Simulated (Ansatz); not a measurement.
A series in volume scale on Cu

Results calculated with Ansatz 0.2.0, not measured. Plane-wave DFT, scalar-relativistic PAW made under PBE with cores redone for the functional, no dispersion; the given relaxed cell is scaled uniformly, energy at zero smearing counts from the unscaled cell, pressure at the given Fermi-Dirac smearing is positive in compression.

The cell before it is scaled or strained (space group Fd-3m, No. 227):
```
cell vectors (Å)
   0.0000     2.7351     2.7351
   2.7351     0.0000     2.7351
   2.7351     2.7351     0.0000
atoms (fractions of the cell vectors)
Cu  0.12500  0.12500  0.12500
Cu  0.87500  0.87500  0.87500
```

Settings of every row: spin polarised no; functional BLYP; wave cutoff 420 eV; smearing width 0.1 eV; k mesh 11x11x11.

Atom starting moment: 0 on all atoms.

Limits: the cell comes from a prototype or a list of computed structures and needn't be the stable phase.

```
row  volume scale  V (Å³/atom)  energy change per atom (meV)  pressure (GPa)
  1          0.88       18.005                         52.61            7.81
  2          0.92       18.824                         21.43            4.56
  3          0.96       19.642                          4.96            2.01
  4          1.04       21.279                             ?               ?
  5          1.08       22.098                         15.26           -2.78
  6          1.12       22.916                         31.99           -3.74
```

Question: what energy change per atom and pressure should row 4 give?

Worked fit of energy change per atom. Take u = (V_r/V)^(2/3) − 1 with V_r = 19.642 Å³ an atom, which is twice the finite (Eulerian) strain; such expansions in the strain, on which the Birch-Murnaghan equation of state is built, carry the rest volume and the bulk modulus. The shown rows have u = 0.05973, 0.02876, 0, -0.07554, -0.09767. Least squares give energy change per atom = 5.006 + 386.1 × u + 6819.1 × u² meV; a straight line predicts inner rows, each left out in turn, worse (root mean square 18 against 0.58 meV). The rows lie off it by 0.21, -0.32, -0.05, 0.51, -0.36 (root mean square 0.33 meV). The withheld row has u = -0.05197, so the fit gives 5.006 + 386.1 × (-0.05197) + 6819.1 × (-0.05197)² = 3.36 meV.

The calculation gave 4.08 meV. The fit lies 0.72 meV (18 % of the value, 1.5 % of the column's range) below it; its largest miss of a shown row is 0.51 meV.

Worked fit of pressure. Take u = (V_r/V)^(2/3) − 1 with V_r = 19.642 Å³ an atom, which is twice the finite (Eulerian) strain; such expansions in the strain, on which the Birch-Murnaghan equation of state is built, carry the rest volume and the bulk modulus. The shown rows have u = 0.05973, 0.02876, 0, -0.07554, -0.09767. Least squares give pressure = 2.015 + 82.29 × u + 242.1 × u² GPa; a straight line predicts inner rows, each left out in turn, worse (root mean square 0.64 against 0.044 GPa). The rows lie off it by 0.02, -0.02, -0.01, 0.04, -0.03. The pressure vanishes at u = -0.0266, or V = 20.45 Å³ an atom, and there the bulk modulus at fixed shape and fractions is B = −V dP/dV = (2/3)(1 + u) dP/du = 45.1 GPa. The withheld row has u = -0.05197, so the fit gives 2.015 + 82.29 × (-0.05197) + 242.1 × (-0.05197)² = -1.61 GPa.

The calculation gave -1.55 GPa. The fit lies 0.06 GPa (3.9 % of the value, 0.52 % of the column's range) below it; its largest miss of a shown row is 0.04 GPa.
